Question

I know that ⟨δE²⟩ = kT²C_V and that ⟨δN²⟩ is tied to the compressibility. Is there a similar formula for ⟨δE³⟩, and a general rule for higher orders, for particle number too? People say fluctuations "become Gaussian" for large N. How fast, exactly, and when does that fail? A case where the full distribution is known, such as a monatomic ideal gas, would help.

Answer

ln Z and ln Ξ are, up to a shift of argument, the cumulant generating functions of E and N. Every cumulant is therefore a derivative of a thermodynamic potential, and the approach to a Gaussian follows from how those derivatives scale with size.

1. Premises and notation

k is Boltzmann's constant, β = 1/kT, δX = X − ⟨X⟩, λ = h/√(2πmkT), ρ = ⟨N⟩/V, and n is the order of a cumulant.

(P1) Canonical ensemble: an eigenstate of energy E_i has probability exp(−βE_i)/Z, with Z(β) = Σ_i exp(−βE_i) at fixed V and N. The E_i do not depend on T.
(P2) Grand ensemble: H and N commute, and a joint eigenstate has probability exp(αN − βE)/Ξ, with α = βμ.
(P3) The sums converge in an open neighbourhood of the β and α of interest. They are then analytic there and may be differentiated term by term.

The cumulants κ_n of X are defined by

K(t) = ln⟨exp(tX)⟩ = Σ_{n≥1} κ_n tⁿ/n!.

To relate them to the central moments m_n = ⟨δXⁿ⟩, pull out the mean:

K(t) = t⟨X⟩ + ln[1 + m₂t²/2 + m₃t³/6 + m₄t⁴/24 + …].

With ln(1 + w) = w − w²/2 + …, the w² term first enters at order t⁴, as −m₂²t⁴/8 = −3m₂²t⁴/24. Hence

κ₁ = ⟨X⟩, κ₂ = m₂, κ₃ = m₃, κ₄ = m₄ − 3m₂².

The skewness is γ₁ = κ₃/κ₂^(3/2) and the excess kurtosis is γ₂ = κ₄/κ₂². A Gaussian has a quadratic K(t), so both vanish for it. For independent X and Y the average of exp(tX + tY) factorises, so the K's add and so do the cumulants.

2. Energy cumulants from ln Z

By (P1), ⟨exp(tE)⟩ = Σ_i exp[−(β − t)E_i]/Z(β) = Z(β − t)/Z(β), so

K_E(t) = ln Z(β − t) − ln Z(β).

Each t derivative acts as −∂/∂β, and setting t = 0 gives

κ_n(E) = (−∂/∂β)ⁿ ln Z, that is κ_{n+1} = −∂κ_n/∂β = kT² ∂κ_n/∂T,

where dβ = −dT/(kT²) was used and V and N are fixed. Start from κ₁ = U, write C = C_V = ∂U/∂T, and let primes denote T derivatives at fixed V and N:

κ₂ = kT² C,
κ₃ = kT² ∂(kT²C)/∂T = k²T²(2TC + T²C′) = k²T³[2C + TC′],
κ₄ = kT² ∂[k²(2T³C + T⁴C′)]/∂T = k³T²(6T²C + 2T³C′ + 4T³C′ + T⁴C″) = k³T⁴[6C + 6TC′ + T²C″].

Since κ₃ = m₃,

⟨δE³⟩ = k²T³[2C_V + T (∂C_V/∂T)_{V,N}].

The energy distribution leans to the high side exactly when T²C_V grows with T. At fourth order the derivative gives ⟨δE⁴⟩ − 3⟨δE²⟩², and not ⟨δE⁴⟩ itself.

3. Number cumulants from ln Ξ

By (P2), Ξ = Σ_N exp(αN) Z_N(β), so ⟨exp(sN)⟩ = Ξ(α + s)/Ξ(α) and

κ_n(N) = (∂/∂α)ⁿ ln Ξ at fixed β, V.

Define the activity z = exp(βμ)/λ³, which has the dimension of a number density. At fixed T, dz = z dα, so ∂/∂α = z ∂/∂z and

κ_n(N) = (z ∂/∂z)ⁿ ln Ξ.

This is a chain of static responses, κ_{n+1} = kT ∂κ_n/∂μ. At the first link, Gibbs–Duhem at fixed T (dp = ρ dμ) gives ∂ρ/∂μ = ρ ∂ρ/∂p = ρ²χ_T, with χ_T the isothermal compressibility, so κ₂ = V ρ² kT χ_T.

For the cluster form put Q_N = N! λ^(3N) Z_N, which for a classical gas of structureless atoms is the configuration integral, with Q₁ = V. Then Ξ = Σ_N z^N Q_N/N!, and expanding the logarithm in z defines Mayer's cluster coefficients b_l:

ln Ξ = zQ₁ + z²(Q₂ − Q₁²)/2 + … ≡ V Σ_{l≥1} b_l z^l.

So b₁ = 1, and for a classical pair potential u(r), b₂ = ½∫[exp(−βu) − 1] d³r up to a surface term. In this convention b_l has the dimension volume^(l−1). (If the fugacity exp(βμ) is the expansion variable and the b_l are made dimensionless, the prefactor is V/λ³.) Because (z ∂/∂z) z^l = l z^l, term-by-term differentiation inside the radius of convergence gives

κ_n(N) = V Σ_l lⁿ b_l z^l.

If all b_l were positive, this would be the statistics of N = Σ_l l M_l with independent Poisson numbers M_l of mean V b_l z^l: a Poisson variable has every cumulant equal to its mean, and multiplying a variable by l multiplies κ_n by lⁿ.

To first order in density, ρ = z + 2b₂z² inverts to z = ρ − 2b₂ρ². With ln Ξ = βpV this gives βp = z + b₂z² = ρ − b₂ρ², so the second virial coefficient per particle is B₂ = −b₂. Also κ_n/V = z + 2ⁿb₂z² = ρ + (2ⁿ − 2)b₂ρ², so

κ_n(N)/⟨N⟩ = 1 − (2ⁿ − 2) B₂ρ + O(ρ²).

The factors are 2, 6 and 14 for n = 2, 3 and 4: higher cumulants feel non-ideality more strongly.

4. Extensivity and scaling

That ln Z/N has a limit does not by itself mean that its derivatives converge. One more premise supplies this.

(P4) There is a disc of radius r about the real β₀, with r independent of N, in which Z has no zeros and ψ_N(β) = (ln Z)/N at fixed V/N is bounded in modulus by an N-independent M, and ψ_N converges on the real axis.

Cauchy's estimate then gives |κ_n| ≤ N M n!/rⁿ, and Vitali's theorem gives convergence of ψ_N and all its derivatives to those of an analytic limit ψ. So κ_n = N c_n + o(N) with c_n = (−∂/∂β)ⁿψ. The same argument in α, with V in place of N, covers the number cumulants; in the cluster series it amounts to the b_l becoming independent of V. Physically, regions larger than the correlation length are nearly independent, and their cumulants add. Then

κ_n/κ₂^(n/2) = [c_n/c₂^(n/2)] N^(1 − n/2),
γ₁ = [c₃/c₂^(3/2)] N^(−1/2), γ₂ = (c₄/c₂²) N^(−1).

Central moments beyond the third are not extensive: m₄ = κ₄ + 3κ₂² grows as N².

To see the effect on the distribution, let x = δX/√κ₂. Its characteristic function is exp[−u²/2 + γ₁(iu)³/6 + …] ≈ exp(−u²/2)[1 + γ₁(iu)³/6], where the dropped terms carry γ₂ and γ₁², both of order 1/N. Under P(x) = ∫(du/2π) exp(−iux)(…), a factor iu becomes −d/dx. With φ(x) = exp(−x²/2)/√(2π), (−d/dx)³φ = (x³ − 3x)φ, which yields the first Edgeworth term:

P(x) ≈ φ(x)[1 + γ₁(x³ − 3x)/6].

Three consequences follow. Since d[−(x² − 1)φ]/dx = (x³ − 3x)φ, the cumulative probability is Φ(x) − γ₁(x² − 1)φ(x)/6, with Φ the Gaussian one. Setting d ln P/dx ≈ −x − γ₁/2 = 0 near the centre puts the peak at δX = −κ₃/(2κ₂), an offset that does not grow with N. And the Gaussian is good only while γ₁|x|³/6 ≪ 1, that is for |x| ≪ N^(1/6) up to a constant; the far tails are never Gaussian. For the integer N these statements refer to the envelope of the discrete probabilities.

5. The monatomic ideal gas

Take N classical, non-interacting, structureless atoms. Then Q_N = V^N and Z = V^N/(N! λ^(3N)). Since λ ∝ β^(1/2),

ln Z = −a ln β + (terms free of β), a = 3N/2,
K_E(t) = −a ln(1 − t/β) = a Σ_n (kT t)ⁿ/n.

Matching to Σ κ_n tⁿ/n!,

κ_n(E) = a (n − 1)! (kT)ⁿ.

The general formulas agree. With C = ak and C′ = C″ = 0, they give κ₂ = a(kT)², κ₃ = 2a(kT)³ and κ₄ = 6a(kT)⁴.

The distribution itself follows from phase space. The momenta with total energy below E fill a 3N-dimensional ball of radius √(2mE), whose volume goes as E^(3N/2) = E^a. The density of states is its derivative, ∝ E^(a−1). Multiplying by exp(−βE) and normalising with ∫₀^∞ E^(a−1) exp(−βE) dE = Γ(a)/β^a gives

P(E) = β^a E^(a−1) exp(−βE)/Γ(a),

a gamma distribution of shape a and scale kT. The same integral with β − t in place of β gives ⟨exp(tE)⟩ = (1 − t/β)^(−a) for t < β, which reproduces K_E. Therefore, for every N,

γ₁ = 2/√a = √(8/3) N^(−1/2) = 1.633 N^(−1/2), γ₂ = 6/a = 4/N.

For a > 1 the peak is at (a − 1)/E = β, that is E = (a − 1)kT, exactly kT below the mean akT. The estimate −κ₃/(2κ₂) = −kT is exact in this case.

In the grand ensemble Ξ = Σ_N (zV)^N/N! = exp(zV). Only b₁ survives, N is Poisson, every κ_n(N) equals ⟨N⟩ = zV, and γ₁ = ⟨N⟩^(−1/2), γ₂ = 1/⟨N⟩.

The energy of an open volume is not gamma distributed. Multiplying the weight in (P2) by exp(tE) shifts β at fixed α, so κ_n(E) = (−∂/∂β)ⁿ ln Ξ with βμ held fixed (not μ, and not z, which contains λ). Here ln Ξ = V exp(α)/λ³ = ⟨N⟩ ∝ β^(−3/2), so

κ_n(E)_grand = ⟨N⟩ (3/2)(5/2)…(n + ½)(kT)ⁿ.

Per atom and in units of (kT)ⁿ, orders 2, 3, 4 are 15/4, 105/8, 945/16, against the canonical 3/2, 3, 9. This gives γ₁ = 1.807⟨N⟩^(−1/2) and γ₂ = 4.2/⟨N⟩. The scaling is common to both ensembles and the coefficients are not.

6. Range of validity

The derivative formulas of sections 2 and 3 are exact under (P1) to (P3), classical or quantum, for any N. They fail for a model Hamiltonian with T-dependent parameters, where ∂/∂β picks up extra terms, and they presume a bath much larger than the system. The cluster series needs z inside its radius of convergence.

The scaling laws need (P4), which fails when zeros of Z or Ξ approach the real axis. At a first-order transition the distribution has two peaks a distance ∝ N apart, κ₂ ∝ N², and for two narrow peaks of equal weight m₄ = m₂², so γ₂ → −2. At a liquid–vapour critical point χ_T diverges and γ₂(N) no longer falls as 1/N. Unscreened long-range forces spoil additivity altogether. The ideal spinless Bose gas shows a breakdown explicitly. With y = exp(βμ), a sum over one-particle levels ε_j gives

ln Ξ = −Σ_j ln[1 − y exp(−βε_j)] = Σ_l (y^l/l) Z₁(lβ) = (V/λ³) Σ_l y^l l^(−5/2),

using Z₁(lβ) = V/(λ³ l^(3/2)). So κ_n(N) = (V/λ³) Li_{5/2−n}(y), with Li_s(y) = Σ_l y^l/l^s, and for n ≥ 2 this diverges as y → 1.

The gamma law needs four further things to be small.

(a) Exchange. The l = 2 term above, with y = zλ³, gives b₂ = λ³/2^(5/2). Put η = ρλ³/2^(5/2). Then κ₃(N) changes by the fraction 6η. For the energy, integrating p = ρ² ∂(F/N)/∂ρ adds −ρB₂ to (ln Z)/N. Here that is +η ∝ β^(3/2), and (−∂/∂β)³β^(3/2) = (3/8)β^(−3/2), so the canonical κ₃(E) changes by the fraction (3/8)η/3 = η/8.

(b) Interactions. The same two routes apply with the classical B₂. For a pair well no deeper than about kT, βⁿ∂ⁿB₂/∂βⁿ is of the order of B₂ at low n, so the fractional changes are a few times ρ|B₂|.

(c) Internal levels. A level at ε with degeneracy g above a non-degenerate ground state adds ln[1 + g exp(−βε)] ≈ g exp(−βε) to (ln Z)/N, hence g εⁿ exp(−βε) to κ_n/N. The fractional change is g(βε)ⁿ exp(−βε)/[(3/2)(n − 1)!].

(d) Walls. In a hard-walled cube of side L each direction gives Σ_{j≥1} exp[−πλ²j²/(4L²)] = L/λ − ½ up to exponentially small terms. This adds −3λ/(2L) ∝ β^(1/2) to (ln Z)/N. With (−∂/∂β)³β^(1/2) = −(3/8)β^(−5/2), κ₃/N gains (9/16)(λ/L)(kT)³, a fraction (3/16)λ/L. A wall potential of range d affects a fraction 6d/L of the volume.

7. Numerical illustration

Model magnesium vapour as an ideal gas at T = 1000 K and p = 100 Pa in V = 1 μm³. The pressure is chosen below the saturation pressure, typically of order 1 kPa at this temperature. Then kT = 86.17 meV, ρ = p/kT = 7.243×10²¹ m⁻³, N = 7243 and a = 10864.5.

Closed cell, canonical energy:
κ₁ = a kT = 936.2 eV
κ₂ = a(kT)² = 80.68 eV², standard deviation 8.982 eV
κ₃ = 2a(kT)³ = 13.90 eV³
κ₄ = 6a(kT)⁴ = 3.595 eV⁴, next to 3κ₂² = 1.953×10⁴ eV⁴
γ₁ = 0.01919, γ₂ = 5.523×10⁻⁴

The chance of finding E below its mean is ½ + γ₁/(6√(2π)) = 0.501276, and numerical integration of the gamma density returns the same six digits. Beyond three standard deviations a Gaussian puts 1.3499×10⁻³ in each tail. The skewness term, γ₁(9 − 1)φ(3)/6 = 0.1134×10⁻³, shifts this to 1.4633×10⁻³ above and 1.2365×10⁻³ below. Integrating the gamma density gives 1.4655×10⁻³ and 1.2388×10⁻³; the remainder is of the order of the dropped γ₂ and γ₁² terms. The quantity γ₁x³/6 reaches one at x = 6.8.

Open volume of the same size inside a large body of vapour, ⟨N⟩ = 7243:
number: standard deviation 85.11, γ₁ = 0.01175, γ₂ = 1.381×10⁻⁴
energy: standard deviation 14.20 eV, γ₁ = 0.02124, γ₂ = 5.799×10⁻⁴

Neglected terms, from approximate inputs:

(a) For a spinless boson of mass about 24 u, λ = 11.27 pm, ρλ³ = 1.0×10⁻¹¹ and η = 1.8×10⁻¹², so κ₃(N) shifts by 1.1×10⁻¹¹ and κ₃(E) by 2.3×10⁻¹³.

(b) Assuming |B₂| of order 10⁻²⁸ m³, with a Mg₂ well of roughly 0.05 eV, below kT, ρ|B₂| = 7×10⁻⁷. That shifts κ₃(N) by 4×10⁻⁶ and κ₄(N) by 1×10⁻⁵.

(c) The ground term is ¹S and the lowest excited term, ³P, lies at about 2.7 eV with g = 9. Then βε = 31.3, and κ₃ and κ₄ shift by 2×10⁻⁹ and 2×10⁻⁸. At 3000 K, βε = 10.4 and this term alone raises κ₂, κ₃ and κ₄ by fractions of 0.02, 0.1 and 0.3; ionisation, left out here, adds further at low pressure. The gamma law thus fails first in the higher cumulants.

(d) With L = 1 μm, λ/L = 1.1×10⁻⁵ and κ₃ shifts by 2×10⁻⁶. For an assumed d of about 0.3 nm, 6d/L = 2×10⁻³, and an adsorbing wall multiplies this by a Boltzmann factor.

All these numbers are the ideal-gas model's. In the bulk vapour at 1000 K the corrections are 10⁻⁵ or smaller, in line with the heat capacity of a dilute monatomic metal vapour being typically close to 3k/2 per atom, so the open-volume values should carry over. For a real closed cell of this size the wall term is the largest one, and it limits the canonical values to two or three figures even when the wall is inert.